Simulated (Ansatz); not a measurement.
# LiO3: energy above lowest point and pressure against volume per atom

Results calculated with Ansatz 0.2.0 development build, not measured. Equation of state of a cubic crystal from periodic Kohn-Sham density functional theory without spin; pressure corrected for the finite basis.

Cell of the first row (space group Pm-3m, No. 221):
```
cell vectors (Å)
   3.5116     0.0000     0.0000
   0.0000     3.5116     0.0000
   0.0000     0.0000     3.5116
atoms (fractions of the cell vectors)
Li  0.00000  0.00000  0.00000
O   0.50000  0.00000  0.00000
O   0.00000  0.50000  0.00000
O   0.00000  0.00000  0.50000
```

Settings of every row: formula LiO3; structure type ReO3; functional PBE; spin treatment none; k mesh 30x30x30; occupation method fermi-dirac; occupation width 0.061225619 eV; wave cutoff 420 eV; datasets soft-1 PAW; density cutoff ratio 4.

Limits: a cubic model structure, not a phase known at ambient conditions; no spin polarisation, a magnetic state may lie lower.

```
row  volume per atom (Å³)  energy above lowest point (meV/atom)  pressure (GPa)
  1                10.825                                  7.65           3.748
  2                11.056                                  3.28           2.358
  3                11.286                                   0.8           1.118
  4                11.517                                     0           0.014
  5                11.747                                   0.7          -0.969
  6                11.977                                     ?               ?
  7                12.207                                  5.95          -2.623
```

Question: what energy above lowest point and pressure should row 6 give?

Worked fit of energy above lowest point. Take u = (V_r/V)^(2/3) − 1 with V_r = 11.401 Å³ an atom, which is twice the finite (Eulerian) strain; such expansions in the strain, on which the Birch-Murnaghan equation of state is built, carry the rest volume and the bulk modulus. The shown rows have u = 0.03517, 0.0207, 0.00678, -0.00673, -0.01973, -0.04452. Least squares give energy above lowest point = 0.204 + 59.02 × u + 4290.3 × u² + 1470 × u³ meV/atom; a parabola predicts inner rows, each left out in turn, worse (root mean square 0.03 against 0.0042 meV/atom). All shown rows lie on it to the printed digit. Its lowest point lies at u = -0.0069, or V = 11.52 Å³ an atom, and the curvature there gives the bulk modulus at fixed shape and fractions, B = (4/9)(1 + u)² E″(u)/V = 51.9 GPa. The withheld row has u = -0.03232, so the fit gives 0.204 + 59.02 × (-0.03232) + 4290.3 × (-0.03232)² + 1470 × (-0.03232)³ = 2.73 meV/atom.

The calculation gave 2.73 meV/atom. The fit meets it to the printed digit.

Worked fit of pressure. Take u = (V_r/V)^(2/3) − 1 with V_r = 11.401 Å³ an atom, which is twice the finite (Eulerian) strain; such expansions in the strain, on which the Birch-Murnaghan equation of state is built, carry the rest volume and the bulk modulus. The shown rows have u = 0.03517, 0.0207, 0.00678, -0.00673, -0.01973, -0.04452. Least squares give pressure = 0.5531 + 81.931 × u + 246.67 × u² + 198 × u³ GPa; a parabola predicts inner rows, each left out in turn, worse (root mean square 0.0045 against 0.0026 GPa). The rows lie off it by 0.000, 0.001, -0.002, 0.001, 0.000, 0.000. The pressure vanishes at u = -0.0069, or V = 11.52 Å³ an atom, and there the bulk modulus at fixed shape and fractions is B = −V dP/dV = (2/3)(1 + u) dP/du = 52 GPa. The withheld row has u = -0.03232, so the fit gives 0.5531 + 81.931 × (-0.03232) + 246.67 × (-0.03232)² + 198 × (-0.03232)³ = -1.844 GPa.

The calculation gave -1.844 GPa. The fit meets it to the printed digit.
